Band levels of Al3BP4 (ordered alloy on a zincblende lattice, R3m, 8-atom cell) at named k points with PBE (cheaper level, 8×8×8 k mesh) and HSE06 (costlier level, 4×4×4), each from its own valence top; v1 is the top filled band, c1 the lowest empty one. Ansatz 0.2.0, plane-wave PAW, 420 eV cutoff, no spin polarisation, cell relaxed with r2SCAN.

```
point name  band v2, cheaper level (eV)  band v1, cheaper level (eV)  band c1, cheaper level (eV)  band c2, cheaper level (eV)  band v2, costlier level (eV)  band v1, costlier level (eV)  band c1, costlier level (eV)  band c2, costlier level (eV)
     Gamma                        0.000                        0.000                        1.181                        3.203                         0.000                         0.000                         1.990                         4.104
         T                       -0.081                       -0.081                        1.226                        3.134                        -0.077                        -0.077                         2.036                         4.008
       H_2                       -2.127                       -1.901                        2.424                        2.637                        -2.301                        -2.076                         3.181                         3.420
       H_0                       -2.127                       -1.901                        2.424                        2.637                        -2.301                        -2.076                         3.181                         3.420
         L                       -1.368                       -1.136                        1.427                        1.867                        -1.522                        -1.242                         2.170                         2.567
       S_0                       -2.134                       -1.878                        2.354                        2.861                        -2.308                        -2.052                         3.112                         3.650
       S_2                       -2.134                       -1.878                        2.354                        2.861                        -2.308                        -2.052                         3.112                         3.650
         F                       -1.271                       -0.955                        1.211                        1.581                        -1.381                        -1.054                         1.894                         2.337
```

Each level is measured from the top of the filled bands in its own calculation. The bands v1 and v2 are the highest two filled ones, c1 and c2 the lowest two empty ones. At Gamma v1 is therefore zero by definition, and v2 is zero with it because symmetry gives the two the same energy there. The row shows only what happens to the empty bands. On going from PBE to HSE06, c1 rises from 1.181 to 1.990 eV.

The rise comes from the treatment of exchange. PBE uses one local potential for filled and empty states alike, and it leaves in a filled state part of the electron's repulsion from itself. HSE06 replaces a part of that exchange by Fock exchange, which lowers a state according to its overlap with the filled orbitals. Filled states overlap strongly with them and gain most; empty states gain less and end up higher above the valence top.

The next row, T, lies at the end of the path from Gamma along the stacking axis of the layers. Here c1 is almost as low as at Gamma, only 0.046 eV higher in HSE06. A free electron would gain about 0.25 eV of kinetic energy over the same distance, so the lowest empty state does not run freely across the layers. The filled levels at T move up by 0.004 eV, against the trend of the rows below, but so small a change between runs with different k meshes deserves no explanation.

**From H to L: the filled bands stretch**

The two H rows are one point by symmetry, and so are the two S rows. At both, v1 lies about 1.9 eV below the top in PBE and sinks by a further 0.17 to 0.18 eV in HSE06. At L, where v1 is shallower, it sinks by only 0.106 eV. The deeper the level, the larger the shift, which is the mark of a stretch and not of a rigid displacement.

Chemical bonding gives a reason. For orbitals a and b on neighbouring atoms, Fock exchange adds to their coupling roughly

ΔF_ab = −½ α P_ab V_ab

Here α is the fraction of Fock exchange, P_ab the bond order and V_ab the repulsion between an electron in a and one in b, of which HSE06 counts only the short-range part. Where two orbitals bond, P_ab is positive and the coupling is negative, so the added term strengthens the coupling that made the bond. A local potential has no such direct link to bond order.

The spread of the filled bands comes largely from these couplings. If all of them grow by one factor s, and differences between the atoms matter little, depths below the top grow by the same factor:

E(HSE06) = s × E(PBE)

The argument gives the direction, while the size of s has to come from the table. A fit to v1 at T, H, L, S and F, with each symmetry pair counted once and Gamma left out as the zero, gives s = 1.093, a stretch of about 9 %.

The second filled band did not enter that fit and can test it where it differs from v1, which is at H, L, S and F. At L, PBE puts v2 at −1.368 eV, and the stretch predicts

1.093 × (−1.368 eV) = −1.495 eV

HSE06 gives −1.522 eV. Most of the sinking is thus accounted for, and over all rows the largest miss in v2 is 0.026 eV, against 0.174 eV if no stretch is assumed. At H and S, however, v2 sinks no more than v1 although it lies deeper, which a pure stretch would not give. These points are not on the HSE06 k mesh, and how their levels were obtained is not shown, so they weigh less as a test. The fit leans on them too, but L and F are on the mesh, and there v1 stretches by about 9 and 10 %.

**At F: the empty bands change order**

The last row breaks any simple rule for the empty bands. In PBE, c1 at F lies 0.030 eV above c1 at Gamma, so the two levels are nearly equal in energy. HSE06 lifts the one at Gamma by 0.809 eV but the one at F by only 0.683 eV. F therefore ends 0.096 eV below Gamma, and the smallest gap changes from direct to indirect.

If a higher PBE level always meant a higher HSE06 level, the two would keep their order. Row T makes the break plainer. Its c1 lies just above that of F in PBE, yet it rises by 0.810 eV, almost exactly as at Gamma. A smooth correction in energy alone cannot treat F so differently from the levels on either side of it. A straight line with a free shift and a free stretch, fitted to c1 at the six independent points, still leaves F about 0.03 eV above Gamma. A constant added to the PBE gap can mend its size but not its kind. For light absorption the kind matters: in HSE06 the smallest gap is 1.894 eV, while a transition at Gamma without change of k needs 1.990 eV.

What differs between the two levels is most likely the nature of the states, and the geometry suggests how. The repeating unit holds four double layers of a zincblende-like lattice, so several k points of simple zincblende fall onto each point of this crystal. Its X point falls onto F, together with L points away from the stacking axis. Onto Gamma fall the old Gamma, the L point on the axis and points between them.

In zincblende semiconductors, hybrid functionals usually raise the s-like empty state at Gamma more than the one at X. The order of the shifts here agrees with that experience. Row T adds that the state at Gamma does not pass easily from one repeating unit to the next, for a light s-like electron free to do so would not give so flat a band along the axis. The state may be held near the boron layers, where some B–P bonds are stretched to 2.23 Å while another measures 1.97 Å; weak bonds have low antibonding levels. That is a guess, and a projection of the states onto atoms, which is lacking, would test it.

The second empty band carries the same message in a milder form. From L upwards in energy, c2 rises more the higher it lies, much as in a stretched band. F again stands apart: its c2 lies below that of L in PBE but rises more, by 0.756 against 0.700 eV. Here too, energy alone does not fix the shift.

The reversal at F rests on a margin of only about 0.1 eV. HSE06 was run on a coarser k mesh than PBE, and no second HSE06 mesh checks that margin. The ordered cell is also a built model, and no test here shows that it is a stable phase. The true HSE06 minimum may lie near F at a point that was not sampled, which would lower the gap a little but leave it indirect.

The output below gives the shifts row by row, with both fits.

Output of the analysis:

```
fit of level_v1 on 5 rows ((w > 0) & (point_v1 < -0.001)): coefficient of point_v1 1.093 +/- 0.0025; rms 0.0069, worst T -0.0116, leave-one-out rms 0.00743
  rows outside the fit (model, value, miss): Gamma 0, 0, 0; H_0 -2.079, -2.076, -0.00272; S_2 -2.054, -2.052, -0.00157
fit of level_c1 on 6 rows (w > 0): coefficient of point_c1 0.9941 +/- 0.04, constant 0.7697 +/- 0.069; rms 0.043, worst F 0.0795, leave-one-out rms 0.0589
  rows outside the fit (model, value, miss): H_0 3.179, 3.181, -0.00168; S_2 3.11, 3.112, -0.00226
HSE06 less PBE, eV:
    row      v2      v1     c1     c2  v2 miss of v1 stretch
  Gamma       0       0  0.809  0.901                      0
      T   0.004   0.004   0.81  0.874               -0.01157
    H_2  -0.174  -0.175  0.757  0.783               -0.02485
    H_0  -0.174  -0.175  0.757  0.783               -0.02485
      L  -0.154  -0.106  0.743    0.7                0.02611
    S_0  -0.174  -0.174  0.758  0.789                -0.0255
    S_2  -0.174  -0.174  0.758  0.789                -0.0255
      F   -0.11  -0.099  0.683  0.756              -0.008822
Stretch of v1 from its top, percent: 9.349
Largest miss in v2 with the stretch taken from v1, eV: 0.02611
Largest miss in v2 with no stretch, eV: 0.174
Mean rise of c1 over six independent points, eV: 0.76
Rms scatter of the c1 rise about that mean, eV: 0.04307
Stretch of c2 by a straight line with free shift, percent: 9.451
F less Gamma in c1, PBE, eV: 0.03
F less Gamma in c1, HSE06, eV: -0.096
F less Gamma in c1, shift-and-stretch line, eV: 0.02982
Rise of c1 at Gamma less rise at F, eV: 0.126
Growth of the least gap over the named points, eV: 0.713
T less Gamma in c1, HSE06, eV: 0.046
Free-electron kinetic energy at the Gamma to T distance, eV: 0.2484
```
